Appendix A. The frequency-dependent temperature of PI+GLE and PIGLET for one harmonic mode

A.1 Model and conventions

A single oscillator, V(q) = ½mω²q², represented by P beads contains the whole construction. With β = 1/(k_B T) and ω_P = P/(βħ), the ring-polymer Hamiltonian is

H_P = Σ_j [ p_j²/(2m) + ½mω_P²(q_j − q_{j+1})² + V(q_j) ], q_{P+1} = q_1. (A1)

Every bead carries the physical mass and the full potential, and plain path-integral molecular dynamics (PIMD) samples H_P at temperature PT. An orthonormal transformation to the normal modes Q_k of the ring, k = 0 … P−1, gives independent oscillators with

Ω_k² = ω² + ω_k², ω_k = 2ω_P sin(kπ/P). (A2)

The centroid is q̄ = Q_0/√P, and Σ_j q_j² = Σ_k Q_k².

Let each bead be coupled to its own copy of one linear generalized Langevin equation (GLE) with Gaussian noise. The copies are identical and independent, so an orthonormal transformation leaves them unchanged and each normal mode sees the same GLE. Its effective temperature is defined through the position variance of an oscillator of frequency Ω in the steady state, k_B T*(Ω) = mΩ²⟨Q²⟩. The bead variance ⟨q²⟩ = (1/P) Σ_k ⟨Q_k²⟩ equals the quantum value if, for every ω,

(1/P) Σ_k k_B T*(Ω_k)/(mΩ_k²) = (ħ/(2mω)) coth(βħω/2). (A3)

This is the PI+GLE condition of Ceriotti, Manolopoulos and Parrinello (2011). In this convention a canonical thermostat has T* = PT, not T. The steady state of a linear system with Gaussian noise is Gaussian, so (A3) makes the whole bead density exact, not only its second moment.

Dimensionless variables are x = βħω/2, u = x², a_k = P² sin²(kπ/P), so that (βħΩ_k/2)² = u + a_k. Write T* = PT·g and G(v) = g/v at v = (βħΩ/2)². With Λ² = βħ²/(4m), ⟨q²⟩ = Λ² Σ_k G(u + a_k), and (A3) becomes

Σ_k G(u + a_k) = H(u), H(u) = coth(√u)/√u. (A4)

In the squared frequency the condition is a linear equation with constant shifts. Plain PIMD is g = 1, for which the sum is known in closed form,

Σ_k 1/(u + a_k) = coth(P·arsinh(x/P)) / (x√(1 + x²/P²)), (A5)

and reaches H(u) only as P → ∞.

A.2 The smallest thermostat with a frequency-dependent temperature

Take dQ/dt = p/m and dp/dt = −mΩ²Q − γp + f(t), where f is the sum of a white noise and a high-pass filtered noise ξ − s, with ds/dt = −λs + λξ and ξ an independent white noise. One auxiliary variable s is needed. The filter multiplies the spectrum of ξ by ν²/(ν² + λ²), so that

S(ν) = 2mγk_B [ T_0 + ΔT ν²/(ν² + λ²) ], ⟨Q²⟩ = ∫ dν/(2π) S(ν) / (m²[(Ω² − ν²)² + γ²ν²]). (A6)

Write ν²/(ν² + λ²) = 1 − λ²/(ν² + λ²). The function 2γ/[(Ω² − ν²)² + γ²ν²] is the spectrum of C(t), which obeys C″ + γC′ + Ω²C = 0 for t > 0 with C(0) = 1/Ω² and C′(0) = 0. The constant term of the filter therefore gives C(0), and the Lorentzian gives λ∫₀^∞ C(t)e^(−λt) dt = λ(λ + γ)/(Ω²[Ω² + λ(λ + γ)]). Hence, for any friction,

T*(Ω) = T_0 + ΔT Ω²/(Ω² + λ(λ + γ)). (A7)

The same steps with −C″ in place of C give the kinetic temperature ⟨p²⟩/(mk_B) = T_0 + ΔT (Ω² + γλ)/(Ω² + λ(λ + γ)). It differs from T* unless γ → 0, which is why T* has to be defined through positions. Independent filters add their terms in (A7). With finitely many auxiliary variables T* is a rational function of Ω², so a practical thermostat fits the target curves below over a frequency window.

A.3 Solution of the condition

For P = 1 the sum has one term, G = H, and

k_B T*(ω) = (ħω/2) coth(βħω/2), (A8)

the quantum thermostat of Ceriotti, Bussi and Parrinello (2009). The expansion x coth x = 1 + Σ_{n≥1} 2x²/(x² + n²π²) shows that (A7) reproduces (A8) exactly with T_0 = T and an infinite set of filters, ΔT_n = 2T and λ_n(λ_n + γ) = ν_n², where ν_n = 2πn/(βħ) are the Matsubara frequencies (ħν_1 = 108.3 meV at 200 K). The kinetic temperature of that set contains Σ γλ_n/(ν_n² + Ω²), whose terms fall as 1/n, and diverges logarithmically at finite γ.

For P = 2, a_1 = 4 and (A4) is the recurrence G(u) + G(u + 4) = H(u). Iterating it, with G → 0 at large argument, gives

G(u) = Σ_{n≥0} (−1)^n H(u + 4n). (A9)

For general P, use H(u) = Σ_n 1/(u + n²π²), n over all integers, and write each term as a Laplace integral:

H(u) = ∫₀^∞ e^(−ut) θ(t) dt, θ(t) = Σ_n exp(−n²π²t) = (πt)^(−1/2) Σ_n exp(−n²/t). (A10)

The second form of θ follows from Poisson summation. A shift u → u + a_k multiplies the integrand by exp(−a_k t). With D(t) = Σ_k exp(−a_k t), equation (A4) is then solved by

G(v) = ∫₀^∞ e^(−vt) θ(t)/D(t) dt. (A11)

Since 1 ≤ D ≤ P the integral converges for all v > 0 and G is positive. P = 1 has D = 1 and returns (A8); P = 2 has 1/D = Σ(−1)^n e^(−4nt) and returns (A9). For v → 0 large t dominates, θ/D → 1 and T* → PT. For large v small t dominates; θ ≈ (πt)^(−1/2), and since the mean of a_k is P²/2 for P ≥ 2, D ≈ P exp(−P²t/2) to first order in t. Then

T* ≈ T v/√(v − P²/2), (A12)

which tends to ħΩ/(2k_B) for every P.

Equation (A11) is the only solution that is the Laplace transform of a function of t, but (A4) has others, because every complex zero t* of D supplies a solution exp(−vt*) of the homogeneous equation. For P = 8, D = 2e^(−z)[cosh z + 2cosh(z/√2) + 1] with z = 32t. The bracket vanishes at z = ±iy, y = 2.405, so cos(yv/32 + φ), of period 83.6 in v, can be added to G without changing the sum in (A4). The bead variance is common to all solutions; the temperatures of the single modes are not. The mode temperatures below belong to (A11) and need not coincide with curves found by iterating (A4) numerically.

A.4 Centroid-virial kinetic energy and PIGLET

The centroid-virial estimator is K_cv = k_B T/2 + (1/2P) Σ_j (q_j − q̄)V′(q_j). For the oscillator (1/P) Σ_j (q_j − q̄)q_j = (1/P) Σ_{k≥1} Q_k², and mω²Λ² = k_B T·u, so

⟨K_cv⟩ = (k_B T/2)[ 1 + u Σ_{k≥1} G(u + a_k) ]. (A13)

The exact value is K = (ħω/4) coth x = (k_B T/2) x coth x. If (A4) holds, the sum over k ≥ 1 is H(u) − G(u), and

⟨K_cv⟩ = K − (k_B T/2)(g_0 − 1), (A14)

where g_0 = uG(u) is the centroid temperature in units of PT. The term k_B T/2 in the estimator presumes ⟨q̄²⟩ = k_B T/(mω²), which holds in the exact path integral and for every P in plain PIMD. PI+GLE puts part of the zero-point spread into the centroid, where the estimator cannot see it. For P = 1 the estimator returns k_B T/2 at all frequencies. The virial ⟨qV′⟩/2 taken from the minimum of the well would be exact under (A4), but it needs that fixed origin, which the centroid form avoids.

Both ⟨q²⟩ and ⟨K_cv⟩ are exact if and only if (A4) holds with g_0 = 1. PIGLET (Ceriotti and Manolopoulos, 2012) works in the normal-mode representation, thermostats the centroid canonically at PT, and applies to the modes k ≥ 1 a GLE with its own function G′:

Σ_{k≥1} G′(u + a_k) = H(u) − 1/u. (A15)

Cooling the centroid alone is not enough: the internal modes must be retuned from G to G′ to take over the variance that the centroid gives up. The scheme needs P ≥ 2. For P = 2 there is one internal mode and for P = 3 a degenerate pair with a_1 = 27/4, so the solution is unique at every frequency that an internal mode can have:

P = 2: g′ = (x² + 4)(x coth x − 1)/x² at v = x² + 4,
P = 3: g′ = (x² + 27/4)(x coth x − 1)/(2x²) at v = x² + 27/4. (A16)

For P = 2, g′ → 4/3 as x → 0: even the free ring is run hotter than PT, because two beads underestimate the spread of a free particle about its centroid. For general P, removing the term n = 0 from θ and the term k = 0 from D gives

G′(v) = ∫₀^∞ e^(−vt) (θ(t) − 1)/(D(t) − 1) dt. (A17)

At large t the ratio falls as exp(−(π² − a_1)t), and a_1 < π², so the integral converges for all v ≥ 0. At high frequency k_B T* → (P/(P − 1))ħΩ/2.

A.5 Numbers for a proton in ice Ih at 200 K

The inputs are the proton mass and three approximate quanta typical of ice: ħω = 0.40 eV (O–H stretch), 0.20 eV (bend) and 0.10 eV (libration). Treating them as three independent oscillators of one proton is an Einstein-type simplification; the digits below belong to this model and not to ice. At 200 K, k_B T = 17.235 meV, ħ²/m = 4.150 × 10⁻³ eV Å² and Λ² = 0.06020 Å². For P = 8, PT = 1600 K, ħω_P = 137.9 meV and a_k = 0, 9.373, 32, 54.627, 64 for k = 0 … 4, with a_{8−k} = a_k.

For the stretch x = 11.605 and u = 134.665. One bead needs T* = 2321 K. With two beads, (A9) gives g_0 = 5.845, a centroid at 2338 K against PT = 400 K, and by (A14) ⟨K_cv⟩ = 58.2 meV against K = 100.00 meV. PIGLET with two beads leaves the centroid at 400 K, puts the internal mode at 4368 K by (A16), and has both averages exact. The eight-bead values follow from (A11) and (A17) by quadrature.

Table A1. Stretch, P = 8. d is the degeneracy; G in units of 10⁻³.

k | d | v | ħΩ_k (meV) | G, PIMD | G, PI+GLE | T* (K) | G, PIGLET | T* (K)
0 | 1 | 134.665 | 400.0 | 7.426 | 12.139 | 2615 | 7.426 | 1600
1 | 2 | 144.037 | 413.7 | 6.943 | 11.647 | 2684 | 12.322 | 2840
2 | 2 | 166.665 | 445.0 | 6.000 | 10.666 | 2844 | 11.342 | 3025
3 | 2 | 189.292 | 474.2 | 5.283 | 9.894 | 2997 | 10.566 | 3200
4 | 1 | 198.665 | 485.8 | 5.034 | 9.619 | 3058 | 10.288 | 3270
Σ d·G, from unrounded entries: 48.911 (PIMD), 86.173 (PI+GLE), 86.173 (PIGLET)

The right side of (A4) is H(u) = 86.173 × 10⁻³. Both coloured-noise columns add up to it and give ⟨q²⟩ = 5.187 × 10⁻³ Å², an rms width of 0.0720 Å, which is the right side of (A3). Plain PIMD gives the fraction 0.568 of this, 2.944 × 10⁻³ Å² or 0.0543 Å, as (A5) requires. The estimate (A12) puts the PI+GLE centroid at 2658 K, to be compared with 2615 K from the full integral. The two exact columns differ in how they share the variance. PIGLET returns the centroid to the PIMD entry and raises each internal mode by between 156 K (k = 1) and 213 K (k = 4).

Table A2. Kinetic energies in meV, P = 8. g_0 and T* refer to the PI+GLE centroid.

mode | x | g_0 | T* (K) | exact = PIGLET | PIMD | PI+GLE
stretch | 11.605 | 1.635 | 2615 | 100.00 | 56.76 | 94.53
bend | 5.802 | 1.103 | 1765 | 50.00 | 40.48 | 49.11
libration | 2.901 | 0.986 | 1577 | 25.15 | 23.66 | 25.28
sum | | | | 175.15 | 120.90 | 168.92

In plain PIMD (A13) is (k_B T/2)u times the sum (A5), and eight beads recover 69 % of the model kinetic energy. PI+GLE has all three variances exact, yet its centroid-virial estimate is low by 6.23 meV or 3.6 %, of which 5.47 meV comes from the stretch. The libration has g_0 slightly below 1 and an estimate slightly too high. The reason is visible in (A11): G(v) − 1/v is the transform of θ/D − 1, and at large t, θ − 1 ≈ 2exp(−π²t) lies below D − 1 ≈ 2exp(−a_1t) because π² = 9.870 exceeds a_1 = 9.373. The size and sign of these residuals depend on which solution of (A4) is used, whereas the relation (A14) between residual and centroid temperature does not.

A.6 Relation to the general statement and limits

For a harmonic crystal of atoms with different masses, mass-weighted coordinates decouple the phonons, and the GLE of A.2 acts identically on all of them, since friction and noise are isotropic in those coordinates. Conditions (A4) and (A15) contain neither the mass nor any particular ω, so one function of βħΩ/2 for each P serves every phonon. All equal-time position covariances are then exact, and with PIGLET so is the centroid-virial kinetic energy of each atom. The single oscillator omits nothing from this argument. Correlations ⟨q_j q_{j+l}⟩ between different beads weight the modes with cos(2πkl/P) and are not fixed by (A4); PIGLET fixes in addition only their average over l, which is ⟨q̄²⟩.

Anharmonicity lies outside the proof, and its size is comparable with the difference between the two schemes. Take a Morse well for the stretch with harmonic quantum 0.40 eV and an approximate anharmonicity X = ħωx_e = 0.010 eV, typical of an O–H bond. At 200 K only the ground state matters, E_0 = ħω/2 − X/4. Since ω ∝ m^(−1/2) and X ∝ 1/m, the Hellmann–Feynman theorem gives K = −m ∂E_0/∂m = ħω/4 − X/4 = 97.5 meV. The shift of 2.5 meV is nearly half of the 5.47 meV residual of PI+GLE, so for real ice the entries of Table A2 are meaningful to a few meV at best.

One anharmonic quantity does carry over. The Morse range parameter is a = √(2mX)/ħ = 2.195 Å⁻¹, and V ≈ ½mω²(q² − aq³). In any steady state the mean force on the centroid vanishes: the springs cancel in the sum over beads, and friction and noise have zero mean. To first order in a this gives ⟨q⟩ = (3a/2)⟨q²⟩ with the harmonic variance. Both coloured-noise schemes therefore give a bond elongation of 0.0171 Å at this order, plain PIMD with eight beads gives 0.0097 Å, and the exact Morse ground state has 0.0174 Å. At higher order the modes, held at temperatures between 1600 and 3270 K in Table A1, exchange energy through the anharmonic coupling. The steady state is then not the Boltzmann distribution of any known Hamiltonian, it depends on the strength of the friction, and convergence has to be tested by raising P. As P grows at fixed t, D(t) → θ(t), so that g and g′ tend to 1 at each fixed frequency and the target of both schemes becomes the canonical thermostat of plain PIMD.